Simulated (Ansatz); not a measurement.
## BiIr: the change of pressure and energy less free atoms with volume scale

All results are calculated (Ansatz 0.2.0). Periodic Kohn-Sham DFT of a crystal at fixed atoms, scaled to volume_scale times the given cell; pressure positive in compression, energy less spherical unpolarised free atoms, largest_vzz the field gradient of largest size among the nuclei.

The cell before it is scaled or strained (space group F-43m, No. 216):
```
cell vectors (Å)
   0.0000     3.0671     3.0671
   3.0671     0.0000     3.0671
   3.0671     3.0671     0.0000
atoms (fractions of the cell vectors)
Ir  0.00000  0.00000  0.00000
Bi  0.25000  0.25000  0.25000
```

Settings of every row: method all-electron LAPW; functional PBE; relativity scalar; k mesh 11x11x11; filling fermi-dirac; smearing width 0.03 eV; basis error target 1 meV/atom; nucleus gaussian.

Atom start moment: 0 on all atoms.

Limits: no spin-orbit coupling on heavy atoms; the cell comes from a prototype or a list of computed structures and needn't be the stable phase.

| row | volume scale | V (Å³/atom) | pressure (GPa) | energy less free atoms (eV/atom) |
| --- | --- | --- | --- | --- |
| 1 | 0.9405 | 27.136 | ? | ? |
| 2 | 0.97 | 27.987 | 2.795 | -5.8835 |
| 3 | 1 | 28.853 | 0.016 | -5.8908 |
| 4 | 1.03 | 29.718 | -2.306 | -5.8844 |
| 5 | 1.06 | 30.584 | -4.245 | -5.8666 |

Question: what pressure and energy less free atoms should row 1 give?

Worked fit of pressure. Take u = (V_r/V)^(2/3) − 1 with V_r = 29.285 Å³ an atom, which is twice the finite (Eulerian) strain; such expansions in the strain, on which the Birch-Murnaghan equation of state is built, carry the rest volume and the bulk modulus. The shown rows have u = 0.03068, 0.00996, -0.00974, -0.02852. Least squares give pressure = −1.1961 + 118.044 × u + 391.68 × u² GPa; a straight line predicts inner rows, each left out in turn, worse (root mean square 0.22 against 0.0057 GPa). The rows lie off it by 0.001, -0.002, 0.003, -0.001. The pressure vanishes at u = 0.0098, or V = 28.86 Å³ an atom, and there the bulk modulus at fixed shape and fractions is B = −V dP/dV = (2/3)(1 + u) dP/du = 84.6 GPa. The withheld row has u = 0.05212, so the fit gives −1.1961 + 118.044 × (0.05212) + 391.68 × (0.05212)² = 6.020 GPa.

The calculation gave 6.069 GPa. The fit lies 0.049 GPa (0.48 % of the column's range) below it; its largest miss of a shown row is 0.003 GPa. This row lies beyond the range of the fit.

Worked fit of energy less free atoms. Take u = (V_r/V)^(2/3) − 1 with V_r = 29.285 Å³ an atom, which is twice the finite (Eulerian) strain; such expansions in the strain, on which the Birch-Murnaghan equation of state is built, carry the rest volume and the bulk modulus. The shown rows have u = 0.03068, 0.00996, -0.00974, -0.02852. Least squares give energy less free atoms = −5.88917 − 0.3218 × u + 16.488 × u² eV/atom; a straight line predicts inner rows, each left out in turn, worse (root mean square 0.0092 against 0.00015 eV/atom). The rows lie off it by 0.0000, -0.0001, 0.0001, 0.0000. The withheld row has u = 0.05212, so the fit gives −5.88917 − 0.3218 × (0.05212) + 16.488 × (0.05212)² = -5.8612 eV/atom.

The calculation gave -5.8602 eV/atom. The fit lies 0.0010 eV/atom (3.3 % of the column's range) below it; its largest miss of a shown row is 0.0001 eV/atom. This row lies beyond the range of the fit.
